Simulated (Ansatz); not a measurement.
Calibrating wB97M-V/def2-TZVPP on molecular compounds of Ta

The vertical ionisation energy (cation less neutral) in eV of 6 molecular compounds of Ta: x at wB97M-V/def2-TZVPP, y at CCSD(T)/def2-TZVPP. Shapes, held fixed at every level: PBE0-D4/def2-TZVP. Flexible molecules stand in one conformer, not always the lowest. Programs: Ansatz 0.2.0.

| molecule | x (eV) | y (eV) |
| --- | --- | --- |
| C2H7ClFN2Ta (SMILES C[N](C)[Ta](=[NH])([F])[Cl]) | 9.19 | 9.23 |
| Ta(NH2)(OH)2S | 9.43 | ? |
| Ta(CH3)(NH2)ClS | 9.49 | 9.57 |
| Ta(CH3)(OH)FS | 9.68 | 9.78 |
| Ta(NH2)(OH)FO | 10.68 | 10.56 |
| Ta(OH)5 | 11.11 | 11.24 |

Fit y = c + s·x to the known rows and predict y for Ta(NH2)(OH)2S.


1. Means of the 5 rows: x = 10.0300, y = 10.076.
2. Σ(Δx)² = 2.7086, Σ(Δx·Δy) = 2.6592, so the slope is 2.6592/2.7086 = 0.98176.
3. Intercept: 10.076 − (0.98176) × 10.0300 = 0.229. The largest residual of the fit is 0.15.
4. Ta(NH2)(OH)2S: 0.229 + 0.98176 × 9.43 = 9.49 eV.

CCSD(T)/def2-TZVPP gives 9.52 eV, so the prediction is off by -0.03 eV, within the largest residual. Uncorrected, wB97M-V/def2-TZVPP misses Ta(NH2)(OH)2S by -0.09 eV, and the other rows by 0.09 on average. The line removes about 65 % of this miss, partly by chance. Left out in turn, the other rows are missed by 0.13 eV on average, worse than no correction. Cations run unrestricted. For atoms past krypton def2 sets carry core potentials with scalar relativity. Outer-core shells of Ta are correlated, in sets that cover them unevenly.

Both methods order the six ionisation energies identically, from the dimethylamide–imide compound up to Ta(OH)5. Formally all are Ta(V), d0, so the electron should leave a ligand-based orbital rather than a metal d shell. The order then follows the ligands: amide nitrogen and sulfide 3p lone pairs are held more loosely than the oxygen 2p lone pairs of hydroxide, which probably explains why the three sulfides lie well below Ta(OH)5. Ta(NH2)(OH)FO lies high despite its amide group, which suggests that π donation into empty Ta 5d orbitals and the electronegative co-ligands stabilise the nitrogen lone pair.

The same molecule limits the calibration. wB97M-V falls below CCSD(T) for every other compound but above it here, perhaps because the two methods describe the relaxation of this hole differently. With a slope close to one, the line acts mostly as a small constant shift and cannot follow such a change of sign. The good prediction for Ta(NH2)(OH)2S therefore doesn't establish a transferable correction for tantalum compounds.
